Q: I have spin-polarised, scalar-relativistic LDA results for the gold atom and its ions, and I have covered the 4f results of the last two rows. Can we say what they must be from the rows above, and how sure can we be?

All-electron, scalar-relativistic Kohn-Sham calculations with Quantum ESPRESSO 7.5 (ld1.x) for the gold atom and its ions, using spin-polarised LDA (Slater exchange, VWN5 correlation), spherical densities and a point nucleus. Open shells are filled by a high-spin rule, with up as the majority spin. Eigenvalues are negative for bound levels.

| species | Z | charge (e) | electrons | configuration | eigenvalue (4f up) (eV) | eigenvalue (4f down) (eV) | mean radius (4f up) (bohr) | mean radius (4f down) (bohr) | ε(4f down) − ε(4f up) (eV) |
| --- | --- | --- | --- | --- | --- | --- | --- | --- | --- |
| Au | 79 | 0 | 79 | [Xe] 4f14 5d10 (6s up)1 | -81.561 | -81.546 | 0.49872 | 0.49870 | 0.02 |
| Au+ | 79 | 1 | 78 | [Xe] 4f14 5d10 | -90.115 | -90.115 | 0.49876 | 0.49876 | 0.00 |
| Au2+ | 79 | 2 | 77 | [Xe] 4f14 (5d up)5 (5d down)4 | -103.42 | -103.30 | 0.49876 | 0.49839 | 0.12 |
| Au3+ | 79 | 3 | 76 | [Xe] 4f14 (5d up)5 (5d down)3 | -118.35 | -118.08 | 0.49863 | 0.49785 | 0.27 |
| Au4+ | 79 | 4 | 75 | [Xe] 4f14 (5d up)5 (5d down)2 | -134.65 | -134.22 | 0.49836 | 0.49712 | 0.43 |
| Au5+ | 79 | 5 | 74 | [Xe] 4f14 (5d up)5 (5d down)1 | -152.16 | -151.54 | 0.49795 | 0.49619 | 0.62 |
| Au6+ | 79 | 6 | 73 | [Xe] 4f14 (5d up)5 | -170.73 | -169.90 | 0.49739 | 0.49505 | 0.83 |
| Au7+ | 79 | 7 | 72 | [Xe] 4f14 (5d up)4 | -190.28 | -189.57 | 0.49622 | 0.49426 | 0.71 |
| Au8+ | 79 | 8 | 71 | [Xe] 4f14 (5d up)3 | -210.71 | -210.14 | 0.49487 | 0.49334 | 0.57 |
| Au9+ | 79 | 9 | 70 | [Xe] 4f14 (5d up)2 | ? | ? | ? | ? | ? |
| Au10+ | 79 | 10 | 69 | [Xe] 4f14 (5d up)1 | ? | ? | ? | ? | ? |

A: We can try, provided we first take the table apart. Call the charge q and a Kohn-Sham eigenvalue ε. "Up" is the majority spin of the valence electrons, and the column ε(4f down) − ε(4f up) is what I shall call the gap. The mean radius is ⟨r⟩ of the 4f orbital. The 4f shell is full in every row, so it is a spectator that reports what the valence electrons do. It reports three things: a large shift common to both spins, a small gap between them, and a very small change of size. What strikes you about the first?

Q: The mismatch. From Au to Au8+ the 4f up level sinks by 129.1 eV, from −81.6 to −210.7 eV, yet its radius shrinks by only 0.77 %. In a hydrogen-like ion a level bound so much more strongly would be far smaller.

A: That link between binding and size holds when the nuclear charge felt inside the orbital changes. Here we remove charge that lies mostly outside it: 4f sits at 0.5 bohr, and 5d between about 1.6 bohr in Au+ and 1.2 bohr in Au8+. A spherical shell of charge at radius r′ gives, at radius r, the potential 1/max(r, r′), which is constant inside the shell. A constant shifts the eigenvalue and exerts no force, so the orbital keeps its shape. The same runs show how common the shift is. From Au+ to Au7+ the 1s level moves from −80732.2 to −80833.6 eV, by 101.4 eV, and 4f up moves from −90.1 to −190.3 eV, by 100.2 eV. The shrinkage that does occur comes, on this argument, from the small part of the 5d density that reaches inside the 4f orbital and screens it. It sets in only once 5d electrons are removed; from Au to Au+ both radii grow by a few 10⁻⁵ bohr.

Q: Then each step should be ⟨1/r⟩ of the electron removed. For the 5d down orbital of Au4+ the run gives 0.9364 bohr⁻¹, and 0.9364 × 27.211 eV is 25.48 eV. The 4f up level deepens by only 17.51 eV on going to Au5+.

A: You have frozen the other electrons. They contract, come closer to the nucleus and give part of the repulsion back. At the nucleus the electronic potential is Σ n⟨1/r⟩ over all shells with occupations n, so the account can be drawn up for your step. The five 5d up orbitals go from 0.9383 to 0.9678 bohr⁻¹ and the remaining 5d down from 0.9364 to 0.9667, which returns (5 × 0.0295 + 0.0303) × 27.211 = 4.84 eV. The same sum over the closed shells, 1s to 5p with 4f, returns 3.00 eV. What is left is 25.48 − 4.84 − 3.00 = 17.64 eV, or 69 % of the frozen value, and the 1s up level deepens by 17.70 eV. This is an account within one self-consistent calculation and for one step. It locates the effect, but it doesn't test the theory, since the Hartree potential is part of what produced those levels.

Q: And 4f gives 17.51 and 17.32 eV for up and down, so the potential is flat out to 0.5 bohr.

A: Less flat than those numbers suggest. The direct Coulomb integral F⁰(5d, 4f) in Au3+ is 22.1 eV, roughly a tenth below the ⟨1/r⟩ value of a 5d electron at the nucleus in the neighbouring ions. The part given back by contraction must also be smaller at 0.5 bohr than at the centre, for the same geometric reason, and the two reductions work against each other. The near equality of the 1s and 4f shifts is partly that compensation.

Q: Why do the steps keep growing? For the mean of the two spins I get 8.56, 13.25, 14.86 and so on up to 20.50 eV.

A: The first is small because the 6s electron is far out, at 2.83 bohr. For the rest, let u be ⟨1/r⟩ of 5d, n the number of 5d electrons and Δu the rise of u per step. Their potential at the centre is nu, so a step is nu − (n − 1)(u + Δu) = u − (n − 1)Δu. Each further step removes an electron that is closer in, and leaves one electron fewer to contract. If Δu is held constant, both effects add Δu, so the growth of the step, the second difference d₂, is about 2Δu. With Δu near 0.03 bohr⁻¹ that is 1.6 eV, against 1.19 and 1.05 eV in the table at q = 4 and 5. The order is right and no more, since the closed shells are ignored. The useful part is the trend: Δu falls from about 0.035 bohr⁻¹ (Au+ to Au2+) to 0.027 (Au6+ to Au7+), so d₂ should fade slowly and stay positive.

I have no derivation of how it fades, so I use an empirical form. A least-squares line through 1/d₂ at q = 2, 3, 4, 5 and 7 gives 1/d₂ = 0.429 + 0.1010 q in eV⁻¹, and it meets those five points within 0.03 eV, where rounding alone can move d₂ by 0.02 eV. The two constants mean nothing separately. I left out q = 1, which involves the 6s step (4.68 eV against 1.89 from the line), and q = 6.

Q: Why q = 6? Dropping a point that misfits looks convenient.

A: It is the point where removal switches from 5d down to 5d up, so it joins two different processes. The misfit is real, 1.15 eV against 0.97. It is not peculiar to 4f: the 1s up steps around it are 17.70, 18.88 and 20.18 eV, so their growth rises from 1.18 to 1.30 eV where it ought to go on fading. The ⟨1/r⟩ values point to where it comes from. Those of 5d run smoothly through the switch, whereas the amount returned by the 5p shell, summed as before, grows by about 0.24 eV from one step to the next just before the switch and by only 0.06 eV across it. My guess at the reason is local exchange, whose potential follows the cube root of the density of each spin. An up electron taken from the dense up shell then weakens that potential less than the last down electron did, so less of the attraction that draws 5p outward is lost, and 5p contracts less than the trend would have it. I have not tested this. For the forecast the consequence is plain: only two known steps lie on the 5d up branch, and both hidden rows are on it.

Q: Now the gap. A full shell has no moment, so why are up and down split at all?

A: Both spins see the same nuclear and Hartree potential, and differ only in the exchange-correlation potential. In local exchange v_σ = −(6ρ_σ/π)^(1/3), with ρ_σ the density of spin σ. For a small spin density s = ρ_up − ρ_down this gives v_down − v_up ≈ (1/3)(6/π)^(1/3) ρ_σ^(−2/3) s, and to first order the gap is the average of that over the 4f orbital. The spin density is mainly m times the 5d orbital density, where m is the number of unpaired 5d electrons. So the gap should go as m, which is 1 to 5 from Au2+ to Au6+, then 4 and 3. That explains the peak of 0.83 eV at half-filled 5d and the zero for closed-shell Au+, which has a single set of levels by construction. The role of overlap shows in Au4+, where the splittings are 2.1 eV for 5d, 1.9 for 5p, 0.43 for 4f, 0.32 for 4d and 0.01 for 1s. It shows too in neutral Au, whose unpaired electron is the diffuse 6s: the two eigenvalues differ by 0.015 eV, where the 5d formula below would give 0.099.

Keep in mind that m was imposed. The runs fill 5d by a high-spin rule and did not compare spin states, so the peak at Au6+ is built into the configurations.

Q: A constant per unpaired electron doesn't work, though. Au4+ and Au8+ both have m = 3, with gaps of 0.43 and 0.57 eV.

A: That pair is the cleanest evidence. The best constant, 0.164 eV per electron, overshoots Au4+ by 0.06 eV and undershoots Au8+ by 0.08 eV. The gap per electron rises at every step, from 0.12 eV in Au2+ to 0.19 eV in Au8+, with no visible break at half filling. Least squares on the gaps of Au2+ to Au8+ gives gap = m(0.0986 + 0.0113 q) eV, and the largest residual, 0.005 eV, is the size of the column's rounding. The natural reading is that 5d contracts towards 4f, so more spin density lies under the 4f orbital. A log-log fit over the same rows has the gap per electron going as the 5d radius to the power −2.3. That is a correlation between two quantities that both follow q. The factor ρ^(−2/3) also grows if the density thins in the 4f tail, and I have not separated the two.

Q: Can the size be got from Slater integrals?

A: As a comparison, yes. In Hartree-Fock with frozen orbitals, each parallel-spin 5d electron lowers a 4f level on average by Σ c_k G^k, where G^k are the exchange integrals and c_k the squared 3j symbols 3/35, 4/105 and 10/231 for k = 1, 3, 5. The Au3+ run gives 1.679, 1.601 and 1.286 eV, so the sum is 0.144 + 0.061 + 0.056 = 0.261 eV per electron. The LDA value for that ion is 0.27/2 = 0.135 eV, or 0.52 of it. The counting gets the proportionality to m and the order of magnitude, and misses the size by a factor of two. Correlation is known to oppose exchange splitting, because it rewards antiparallel pairs, and the local potential is not the non-local exchange operator. How the factor divides between these and the spin polarisation of the closed shells is untested here, and so far it comes from one ion.

Neither number is a spectroscopic splitting. Spin-orbit coupling is left out, and the 4f5/2–4f7/2 separation in gold metal, roughly 3.7 eV as a recalled figure, exceeds every gap here. The spherical densities also average over the terms of the open 5d shell. Nor are the eigenvalues removal energies: in neutral Au the highest level lies at −6.34 eV while the computed ionisation energy is 9.92 eV, the difference being self-interaction and relaxation rather than anything special to 4f.

Q: The radii puzzle me more. From Au2+ on, 4f up is the deeper level and also the larger orbital.

A: Ask where the extra attraction sits. For up electrons it is proportional to s ρ^(−2/3), which is largest outside the 4f orbital, where the 5d spin density is high and the total density low. An attractive well on the outer flank lowers the energy and draws the orbital outward. That is an argument from first-order perturbation theory, and Au4+ supports it: 5p up, which also lies inside 5d, is larger than 5p down (1.055 against 1.052 bohr), while 5d up, which sits in the well, is smaller than 5d down (1.381 against 1.387), though that last difference has almost gone by Au8+ (1.2332 against 1.2335 for the empty down level) and is weak evidence. The split should then scale like the gap, and the same kind of fit on the same rows gives r_up − r_down = m(31.8 + 2.45 q) × 10⁻⁵ bohr, with a worst residual of 1.4 × 10⁻⁵ at Au6+, against 1 × 10⁻⁵ from rounding. For the spin-mean radius I simply continue the steps. Its second differences at q = 2, 3, 4, 5 and 7 lie between 15 and 18 × 10⁻⁵ bohr and average 16.4, with 13 at the switch.

Q: Let me work Au9+, which has m = 2 and was in none of the fits. The mean level of Au8+ is −210.425 eV and the last step 20.50 eV. At q = 8, d₂ = 1/(0.429 + 0.808) = 0.81 eV, so the step is 21.31 eV and the mean −231.73 eV. The gap is 2 × (0.0986 + 0.0113 × 9) = 0.40 eV, and half of it either way puts up at −231.93 and down at −231.53 eV. For the radius, the mean of Au8+ is 0.494105 bohr, the step grows from 113.5 to 129.9 × 10⁻⁵, giving 0.492806, and half the split is 53.85 × 10⁻⁵.

A: Repeating once more with d₂ = 0.75 eV and m = 1 gives Au10+. The bars come from how wrong the forms could be. If d₂ stopped fading and stayed at 0.89 eV, the means would be −231.81 and −254.09 eV; if it fell on a straight line fitted to the same five points, −231.61 and −253.34 eV. I round the larger distance up. For the gap, a fit that stops at Au6+ misses Au7+ and Au8+ by 0.003 and 0.007 eV, and I allow two to three times the larger. For the radii I take the largest departure from 16.4, which counts once for Au9+ and three times for Au10+. The forecasts are these.

- The levels keep deepening, with steps that grow more slowly: up −231.93 ± 0.15 and −253.89 ± 0.50 eV, down −231.53 ± 0.15 and −253.68 ± 0.50 eV.
- The gap falls while the gap per electron rises: 0.40 ± 0.02 and 0.21 ± 0.015 eV. The constant form would say 0.33 and 0.16.
- The radii shrink, with up above down: up 0.49334 and 0.49162, down 0.49227 and 0.49106 bohr, ± 0.00004 for Au9+ and ± 0.00010 for Au10+.

Uncover them.

The withheld rows as computed:

| species | Z | charge (e) | electrons | configuration | eigenvalue (4f up) (eV) | eigenvalue (4f down) (eV) | mean radius (4f up) (bohr) | mean radius (4f down) (bohr) | ε(4f down) − ε(4f up) (eV) |
| --- | --- | --- | --- | --- | --- | --- | --- | --- | --- |
| Au9+ | 79 | 9 | 70 | [Xe] 4f14 (5d up)2 | -231.96 | -231.56 | 0.49336 | 0.49229 | 0.40 |
| Au10+ | 79 | 10 | 69 | [Xe] 4f14 (5d up)1 | -253.98 | -253.77 | 0.49167 | 0.49111 | 0.22 |

Q: All ten values are inside the bars. The levels came out deeper than forecast, by 0.03 eV for Au9+ and 0.09 eV for Au10+, the same for both spins.

A: The equality tells us that the error is in the mean level, the electrostatic part. The steps are 21.33 and 22.12 eV, and d₂ is 0.83 and 0.78 eV where the line gave 0.81 and 0.75. It kept fading, a little more slowly than the form assumed. The first error enters Au10+ twice and the second once, which builds the 0.09 eV. Rounding of the Au7+ and Au8+ levels could carry at most 0.015 and 0.025 eV directly into the two forecasts, but the unrounded levels of the runs shift the Au10+ forecast by only 0.002 eV that way, and they leave d₂ at q = 5 and 7 within about 0.01 eV of the values fitted, so the second miss belongs to the model. Four of the five fitted points came from the down branch, which may be the reason, though an empirical curve can drift without one. The misses used a fifth of the bars. The brackets were cautious, and landing inside them confirms a smooth continuation, nothing about the form 1/d₂.

Q: The gaps are 0.40 and 0.22 eV, so the constant form fails by 0.07 and 0.06 eV.

A: That was the sharper test, and the gap per electron did go on rising, to 0.20 and 0.22 eV. Au9+ agrees within rounding. Au10+ is 0.008 eV above the unrounded forecast of 0.212, about half the bar. Look at the digits before reading anything into that. The column's 0.22 means at least 0.215, and the two eigenvalues differ by 0.21 with 0.01 of rounding, so at most 0.22. The unrounded levels of the run, −253.9823 and −253.7672 eV, settle it: the gap is 0.2151 eV and the true miss is under 0.004 eV, no larger than the residuals of the fit. The success also doesn't decide why the slope exists, because any smooth cause would extrapolate as well. The exchange integrals say more. The Au9+ run gives 2.289, 2.243 and 1.822 eV, so Σ c_k G^k is 0.196 + 0.085 + 0.079 = 0.360 eV, 1.38 times the Au3+ value, while the gap per electron grew 1.48 times and is 0.55 of the count. These integrals measure the overlap of 5d with 4f directly, so its growth matches most of the slope.

Q: And the radii are larger than forecast, by 2 and 5 × 10⁻⁵ bohr, again equally for both spins.

A: So the split was right, 53.5 and 56.0 × 10⁻⁵ bohr per electron against 53.85 and 56.3, and the mean shrank slightly less than assumed. The means are 0.492825 and 0.491390 bohr, the steps 128.0 and 143.5 × 10⁻⁵, the second differences 14.5 and 15.5. With the 15.5 at q = 7, the up branch sits near 15, below the average of 16.4 that the down branch had raised. Rounding can account for 2 and 3 × 10⁻⁵ in these two comparisons, but the unrounded radii of Au7+, Au8+ and Au10+ give the two hidden second differences a weighted mean of 14.9, so the Au10+ miss is real: the average of 16.4 was too large for the up branch.

Q: What should I carry over to another series of ions?

A: Split a spectator level into its spin mean and its spin gap before extrapolating, because they obey different rules. The mean follows ⟨1/r⟩ of the electron removed, reduced by the contraction of those left; here its steps grew smoothly within one spin branch of one subshell, kinked by about 0.2 eV at the change of spin and jumped by several eV at the change from 6s to 5d. The gap follows the count of unpaired electrons times an overlap factor that depends on which subshell holds them. Continue either only while the same subshell and spin are being emptied, and set the bar from the spread of reasonable forms. Au10+ has one 5d electron left, so these constants are good for one more step at most.
